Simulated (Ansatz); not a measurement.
Ligand exchange: HBr + GeH2(CH3)(SH) → H2S + GeH2(CH3)Br

Species: HBr (hydrogen bromide), singlet; GeH2(CH3)(SH), singlet; H2S (hydrogen sulfide) `S`, singlet; GeH2(CH3)Br, singlet. The partners trade Br for SH: H–Br and Ge–SH bonds give way to H–SH and Ge–Br.

Shapes, held fixed at every level: PBE0-D4/def2-TZVP. Flexible molecules stand in one conformer, not always the lowest. Programs: Ansatz 0.2.0. The zero-point and thermal change to 298 K, harmonic and unscaled (PBE0-D4/def2-TZVP), is +1.7 kJ/mol.

```json
{"level": "HF/def2-SVP", "kind": "Hartree–Fock", "ΔH(298 K) (kJ/mol)": "-45.9", "less CCSD(T)/def2-TZVPP": "-8.2", "CPU time (sum over the molecules)": "–"}
{"level": "SPW92/def2-TZVPP", "kind": "LDA", "ΔH(298 K) (kJ/mol)": "-33.0", "less CCSD(T)/def2-TZVPP": "+4.7", "CPU time (sum over the molecules)": "6.7 s"}
{"level": "r2SCAN-D4/def2-TZVPP", "kind": "meta-GGA", "ΔH(298 K) (kJ/mol)": "-38.3", "less CCSD(T)/def2-TZVPP": "-0.6", "CPU time (sum over the molecules)": "26 s"}
{"level": "B2PLYP/def2-TZVPP", "kind": "double hybrid", "ΔH(298 K) (kJ/mol)": "-40.4", "less CCSD(T)/def2-TZVPP": "-2.7", "CPU time (sum over the molecules)": "47 s"}
{"level": "MP2/def2-SVP", "kind": "perturbation theory", "ΔH(298 K) (kJ/mol)": "-38.6", "less CCSD(T)/def2-TZVPP": "-0.9", "CPU time (sum over the molecules)": "–"}
{"level": "CCSD(T)/def2-SVP", "kind": "coupled cluster or CI", "ΔH(298 K) (kJ/mol)": "-36.7", "less CCSD(T)/def2-TZVPP": "+1.0", "CPU time (sum over the molecules)": "26 s"}
{"level": "CCSD(T)/def2-TZVPP", "kind": "coupled cluster or CI", "ΔH(298 K) (kJ/mol)": "-37.7", "less CCSD(T)/def2-TZVPP": "0.0", "CPU time (sum over the molecules)": "5.5 min"}
```

The highest level, CCSD(T)/def2-TZVPP, gives ΔH(298 K) = -37.7 kJ/mol; the levels span -45.9 to -33.0. The column of differences is taken from that level and isn't an error. No measured value is set beside it here. Relativity is left out for Br, Ge unless named. Correlated rows may include outer-core shells of Br, Ge, which these sets cover unevenly. Times are processor times on shared x86 and Arm servers, and rough.

Replacing SH by Br on germanium is exothermic at every level, so the direction of the exchange doesn't depend on the treatment of correlation. The driving force is the difference between two bond preferences: H–S is somewhat stronger than H–Br, and germanium probably adds to this by favouring the more electronegative bromine, which gives a more polar Ge–Br bond. The enthalpy alone can't apportion the gain between the two.

In the same small basis, Hartree–Fock gives -45.9 kJ/mol, against -38.6 with MP2 and -36.7 with CCSD(T). Correlation therefore stabilises the reactants more than the products, and most of that effect is already present at second order. Enlarging the basis shifts the coupled-cluster result only slightly, as expected when one single bond to hydrogen and one to germanium are present on each side and much of the error cancels. The exothermicity indicates a thermochemical preference for the bromide in the gas phase, but says nothing about the barrier to exchange.
